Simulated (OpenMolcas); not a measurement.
# A ladder of methods for CHClFGeN (SMILES N#[C][GeH]([F])[Cl])

CHClFGeN has 6 atoms, charge 0, and is taken as a singlet. As SMILES, `N#[C][GeH]([F])[Cl]`. Geometry: relaxed at PBE0-D4/def2-TZVP.

Each level gives the dipole moment (D). The values are calculated.

```csv
level,kind,program,value (D)
HF/cc-pVDZ,Hartree–Fock,OpenMolcas,3.09
revPBE/cc-pVDZ,GGA,OpenMolcas,2.64
TPSS/cc-pVDZ,meta-GGA,OpenMolcas,2.67
r2SCAN/cc-pVDZ,meta-GGA,OpenMolcas,2.79
B3LYP/cc-pVDZ,global hybrid,OpenMolcas,2.78
BHLYP/cc-pVDZ,global hybrid,OpenMolcas,2.94
M06-2X/cc-pVDZ,hybrid meta-GGA,OpenMolcas,2.82
PBE0/cc-pVDZ,global hybrid,OpenMolcas,2.81
```

All-electron rows without a relativistic Hamiltonian named are non-relativistic. The values span 2.64 to 3.09 D. Magnitudes only.

Every level gives a strongly polar molecule. Germanium is more electropositive than carbon, fluorine and chlorine, so the Ge–CN, Ge–F and Ge–Cl bonds all carry negative charge away from the metal centre. Around a roughly tetrahedral germanium these contributions cancel only in part, because the weakly polar Ge–H bond cannot balance them. The cyano group, with its own polar C≡N bond and nitrogen lone pair, probably contributes most.

Along revPBE, B3LYP, PBE0, BHLYP and Hartree–Fock the dipole rises with the share of exact exchange, from 2.64 to 3.09 D, probably because exact exchange without compensating correlation favours more charge-separated bonds. The order is not general: r2SCAN, with no exact exchange, lies marginally above B3LYP, and M06-2X falls well below BHLYP despite a similar share, so the rest of the functional matters too. Since all rows share one compact basis without diffuse functions, their spread does not measure the basis-set error in the dipole.
